Quantum ESPRESSO ld1.x 7.5, all-electron Dirac Kohn-Sham atom with PBEsol, spin-unpolarised, spherical densities, point nucleus. Er2+ with one outer electron added to Er3+ [Xe] 4f11, j = l − 1/2 subshells filled first. Energies are total-energy differences, taken from Er2+ [Xe] 4f12 for the ground configuration and to Er3+ [Xe] 4f11 for binding.

```
outer orbital  energy above the ground configuration (eV)  binding energy (eV)  quantum defect  outer eigenvalue (eV)  outer mean radius (bohr)  −ε / binding energy
        6s1/2                                      5.4058               20.203           3.538                -16.959                    3.1601                0.839
        7s1/2                                      15.337               10.272           3.547                -8.8031                    6.1381                0.857
        7p1/2                                      16.985               8.6239           3.232                -7.3385                    7.0146                0.851
        5d3/2                                      5.4619               20.147           2.535                -15.285                    2.2590                0.759
        7d3/2                                      19.636               5.9727           2.472                -5.0595                    9.5762                0.847
```

### What the rows share

Every row is the same Er³⁺ core, 4f¹¹, with one electron added in the orbital named, in Dirac PBEsol. The binding energy B is the work of removing that electron. The energy above the ground configuration plus B is 25.609 eV in each row, the cost of removing a 4f electron from 4f¹², so the two columns carry one trend. That constant lies above a rough recalled measured value near 23 eV, and no blame can be laid on the functional while spin polarisation and term energies of the open 4f shell are switched off. The core error should largely cancel between rows.

### Binding energies and quantum defects

An electron that never entered the core would see a point charge of 3 and bind like a hydrogen-like ion, whatever its l. An electron that dives in meets a far stronger field and completes several oscillations there. Where that field is deep compared with the binding energy, the inner part of the wave is the same for all members of a series and only shifts the phase of the outer part. The levels then follow

B = 9 Ry/n*², n* = n − δ,

with 9 Ry = 122.451 eV and δ the quantum defect. The defect column is computed from B by this formula, so it restates B. With δ = 0 the rows would bind 2.4 to 5.9 times more weakly than they do.

Theory ties the order in l to the centrifugal barrier, which grows as l(l+1)/r² and keeps the electron from the deep core. The numbers agree: at n = 7 the defect falls by 0.316 from s to p and by 0.760 from p to d.

The content of the formula is that δ carries over within a series. From 6s, n* = √(122.451/20.203) = 2.462 and δ = 6 − 2.462 = 3.538. For 7s this gives n* = 3.462 and B = 122.451/3.462² = 10.217 eV, 0.5 % below the tabulated 10.272 eV; the 7s row was not used. The same step from 5d to 7d overshoots the table by 2.8 %, because the d defect drops by 0.063. The s and d series are thus tested once each; the p series, with a single row, is not tested.

The s and d defects differ by about one, so nd lands near (n+1)s. The same rule would put 6d near 7s, at about 10 eV. For 6s and 5d the difference is 3.538 − 2.535 = 1.003, hence the near tie, 0.056 eV. That exceeds the error of up to 0.024 eV found for this program's GGA totals in the data makers' tests, which were made on other systems and not on these runs. It still predicts nothing about the real ion, and Breit and QED terms are left out. The p and d rows use the lower j level, and averaging over j would raise 5d to about 0.31 eV above 6s. The 6s–4f exchange integral G³ of the same run, 0.40 eV, already exceeds the tie, and it measures only the coupling of 6s. A spherical density also leaves out the terms of the 4f shell itself (F² = 15.3 eV) and the coupling of 5d to 4f, which is stronger because 5d overlaps the 4f shell more and has direct as well as exchange terms.

### Why 5d is not a Rydberg orbital

The lowest d state of a pure −3/r field has n* = 3 and binds by 122.451/9 = 13.6 eV. The 5d electron binds by 20.1 eV, with n* = 2.465, so the Coulomb tail alone does not account for it and part of its binding comes from the core. The barrier makes the core field shallower for a d electron than for an s electron, which weakens the argument for a constant δ, and the core also responds more to 5d than to 7d. Both allow a drift in the d defect, but neither is shown to cause it or fixes its sign. The drift survives an estimated j average (2.519 against 2.462) and is well above the 0.009 that an error of 0.024 eV in the totals could cause.

The mean radius ⟨r⟩ gives a separate test. For a Coulomb orbit, ⟨r⟩ = [3n*² − l(l+1)]/6 bohr: at equal energy, a penetrating orbit is eccentric and lingers far out, while a nearly circular one stays closer in. At equal n* a d orbital is one bohr smaller than an s orbital, and the table shows 0.90 bohr between 6s and 5d. With n* taken from B and nothing fitted, the formula falls 3 to 4 % below the table for four rows and 10 % below for 5d. The tabulated radii belong to the filled orbital, which its own charge expands, while B averages over the filling; this may account for the common shortfall. For 5d the formula is also used below n* = 3, where a Coulomb field has no d state, so the larger miss partly restates the point above.

Other results of the same runs also single out 5d. Its ⟨1/r⟩ is 1.16 times the Coulomb value 3/n*², where the other rows lie below it. Spin–orbit splitting samples the region near the nucleus, where a Rydberg density scales as n*⁻³; that gives 6.2 for the 5d/7d ratio, and the runs give 10.0. The core 5p₃/₂ radius grows by 1.6 % when 5d is added, twice the growth for 6s.

The s defect rises by 0.009 from 6s to 7s, little more than the 0.006 that errors of 0.024 eV in the totals could cause in the two rows together. Left-over self-repulsion does not explain the sign: scaling as 1/⟨r⟩, it takes about the same fraction of B from both rows, and that lowers the defect of the higher member more. The drift is left unexplained.

### Eigenvalue against binding energy

The outer eigenvalue ε is the slope of the total energy with respect to the occupation f of that orbital (Janak's theorem), so B is the average of −ε(f) from f = 0 to 1. If the electron did not feel itself, ε would not depend on f and the last column would be 1. In a semilocal functional its own charge pushes ε up as the orbital fills, and −ε at f = 1 is the smallest value along the path. The ratio is below 1 in every row.

For a frozen orbital with one-electron energy h, self-repulsion J and local exchange energy Eₓ of its own density,

E(f) = f h + f² J/2 + f^(4/3) Eₓ.

Then B = −(h + J/2 + Eₓ) and ε = h + J + 4Eₓ/3, so the gap is B − |ε| = J/2 + Eₓ/3. For an isolated orbital whose exchange cancels its self-repulsion, Eₓ = −J/2 and the gap is J/3. These runs are spin-unpolarised, so the electron is split over both spins, its local exchange is weaker by 2^(−1/3), and this limit moves up to about 0.37 J. For an orbital buried in a denser core, exchange is linear in f and the gap is J/2. The 6s run has J = 7.75 eV and a gap of 3.24 eV, or 0.42 J, between the limits. With J from the other runs, the gap is 0.45 J for 5d, 0.37 J for 7s and 7p, and 0.36 J for 7d. The 7d value falls slightly below the lower limit, which assumes that exchange follows the ideal cancellation exactly.

Since J scales as 1/⟨r⟩, the gap should be c/⟨r⟩ and the ratio 1 − c/(B⟨r⟩). The two Coulomb formulas give B⟨r⟩ = 61.2 [1 − l(l+1)/3n*²] eV bohr, with 61.2 = 122.451 × 3/6. The bracket is near 1 unless n* is small for the given l, which is why four ratios cluster near 0.85 while B varies more than threefold. For 5d the formula gives about 41 eV bohr and the table 45.5, far below the other rows either way: it binds like 6s but is smaller and repels itself more. One constant fitted to all five rows, c = 9.56 eV bohr, gives 1 − 9.56/45.5 = 0.790 for 5d against 0.759.

The model finds the outlier but not the finer order. It misses the tabulated gaps by 6 to 13 % and places 6s highest of the four, where the table has it lowest. Gap times radius is larger for the compact 5d and 6s (11.0 and 10.3 eV bohr) than for the n = 7 rows (8.7 to 9.0). The computed J⟨r⟩ is nearly constant over the five rows, 24.3 to 24.7 eV bohr, so the difference lies in the gap as a fraction of J: 0.45 and 0.42 for 5d and 6s against 0.36 to 0.37 for n = 7. The diffuse rows then sit near the isolated limit and the compact ones have moved towards J/2, as greater overlap with the core would cause. The J values of the five runs show the shift itself; that overlap with the core causes it is not tested separately. A free power law fits within 2.4 % with exponent −1.16, at two parameters for five points.

Neither form extends into the core. For 4f removal, left out of both fits, the gap is 8.70 eV, against 11.5 eV from c/⟨r⟩ and 15.4 eV from the power law. The frozen-orbital premise fails there, since the 4f₇/₂ mean radius shrinks by about 7 % on ionisation. The printed analysis below lists the residuals row by row.

Printed output of the fit:

```
excitation + binding: mean 25.6089 eV, spread 0.0003 eV; 9 Ry = 122.451 eV
orbital, n*, defect recomputed, defect in table, no-defect B (eV), B/no-defect, defect change for 0.9 mhartree
  6s1/2 2.462 3.5381 3.538 3.40 5.94 0.0015
  7s1/2 3.453 3.5473 3.547 2.50 4.11 0.0041
  7p1/2 3.768 3.2318 3.232 2.50 3.45 0.0054
  5d3/2 2.465 2.5347 2.535 4.90 4.11 0.0015
  7d3/2 4.528 2.4721 2.472 2.50 2.39 0.0093
rounding of B (0.0005 eV) moves a defect by at most 0.00019
7s from 6s defect: 10.217 eV, table 10.272, error -0.055 eV (-0.5 %), defect change +0.009
7d from 5d defect: 6.141 eV, table 5.973, error +0.169 eV (+2.8 %), defect change -0.063
at n = 7: defect s-p 0.316, p-d 0.760; B s-p 1.65, p-d 2.65 eV
radius (bohr): table, model with n* from B, error %, model with n* from eigenvalue, error %
  6s1/2 3.160 3.031 -4.1 3.610 +14.2
  7s1/2 6.138 5.960 -2.9 6.955 +13.3
  7p1/2 7.015 6.766 -3.5 8.010 +14.2
  5d3/2 2.259 2.039 -9.7 3.006 +33.1
  7d3/2 9.576 9.251 -3.4 11.101 +15.9
radius 6s - 5d: table 0.901, model 0.992 bohr
gap = B - |eps|: c/<r> with c = 9.56 eV bohr; power law exponent -1.16, prefactor 12.42 eV
orbital, gap (eV), gap*r, B*r (eV bohr), c/r error %, power law error %, ratio table, ratio 1-c/(B r)
  6s1/2 3.244 10.25 63.8 -6.7 +0.4 0.839 0.850
  7s1/2 1.469 9.02 63.1 +6.1 +2.4 0.857 0.848
  7p1/2 1.285 9.02 60.5 +6.1 +0.2 0.851 0.842
  5d3/2 4.862 10.98 45.5 -12.9 -1.0 0.759 0.790
  7d3/2 0.913 8.74 57.2 +9.4 -1.8 0.847 0.833
6s: F0 7.75 eV, F0/2 3.87, F0/3 2.58, gap/F0 0.419
4f12, not fitted: ratio 0.660, gap 8.70 eV, c/r 11.53, power law 15.43, F0(4f, 6s run)/2 16.39
orbital, <1/r> over 3/n*^2, <1/r> in eV, 1s shift, 4f7/2 shift (eV, from Er3+), 4f shift over <1/r>, 5p3/2 growth %
  6s 0.81 10.94 9.11 8.98 0.82 0.78
  7s 0.84 5.72 5.20 5.15 0.90 0.18
  7p 0.88 5.07 4.65 4.60 0.91 0.16
  5d 1.16 15.52 11.81 11.75 0.76 1.63
  7d 0.97 3.86 3.56 3.55 0.92 0.11
orbital, j splitting (eV), weighted shift to j average (eV), estimated j-averaged defect
  7p 0.295 0.197 3.188
  5d 0.427 0.256 2.519
  7d 0.043 0.026 2.462
splitting 5d/7d: 10.0, inverse-cube scaling in n* gives 6.2
5d above 6s: 0.056 eV, with j average about 0.31; 0.9 mhartree = 0.024 eV; G3(6s,4f7/2) 0.40 eV
```
